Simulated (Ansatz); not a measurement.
## Abstraction of F: CBrCl2F + C3H4B → CBrCl2 + C3H4BF

Species: CBrCl2F (bromodichlorofluoromethane) `FC(Cl)(Cl)Br`, singlet; C3H4B `C#C[B]C`, doublet; CBrCl2 `Cl[C](Cl)Br`, doublet; C3H4BF `C#CB(C)F`, singlet. A radical takes F: the energy is the difference in strength between the C–F bond broken and the B–F bond made.

Shapes, held fixed at every level: PBE0-D4/def2-TZVP. Programs: Ansatz 0.2.0. The zero-point and thermal change to 298 K, harmonic and unscaled (PBE0-D4/def2-TZVP), is +5.3 kJ/mol.

| level | kind | ΔH(298 K) (kJ/mol) | CPU time (sum over the molecules) |
| --- | --- | --- | --- |
| HF/def2-TZVPP | Hartree–Fock | -269.7 | – |
| SPW92/def2-TZVPP | LDA | -224.7 | 11 s |
| B3LYP-D4/def2-TZVPP | global hybrid | -246.3 | 37 s |
| PBE0-D4/def2-TZVPP | global hybrid | -240.3 | 30 s |
| r2SCAN0-D4/def2-TZVPP | global hybrid | -245.9 | 64 s |
| wB97M-V/def2-TZVPP | range-separated hybrid | -247.1 | 2.6 min |
| wB97X-V/def2-TZVPP | range-separated hybrid | -250.0 | 1.8 min |
| B2PLYP/def2-TZVPP | double hybrid | -254.8 | 69 s |

B2PLYP/def2-TZVPP gives ΔH(298 K) = -254.8 kJ/mol; the levels span -269.7 to -224.7. The median of the levels is -246.7. No measured value is set beside it here. Spin contamination: C3H4B (⟨S²⟩ up to 0.91). Open shells run unrestricted unless RO is named. Relativity is left out for Br unless named. Correlated rows may include outer-core shells of Br, which these sets cover unevenly. Times are processor times on shared x86 and Arm servers, and rough.

Fluorine transfer from carbon to boron is strongly exothermic at every level, and the thermal term of +5.3 kJ/mol is far too small to alter that. The driving force is the B–F bond. Boron is less electropositive than a metal but much more so than carbon, so the new bond is more polar, and in the planar product a fluorine lone pair also donates into the formally empty boron p orbital. The C–F bond has no comparable acceptor on carbon, while the CBrCl2 radical left behind gains some stabilisation from delocalisation onto its halogens.

Hartree–Fock and the LDA bracket the other levels, probably because correlation contributes unequally to the bond broken and the bond made. The share of exact exchange alone does not order the hybrids: PBE0-D4 is less exothermic than B3LYP-D4 despite containing more of it.

The reaction energy does not establish fluorine abstraction as the preferred pathway, since the weaker C–Br bond offers a competing site that may well react faster.
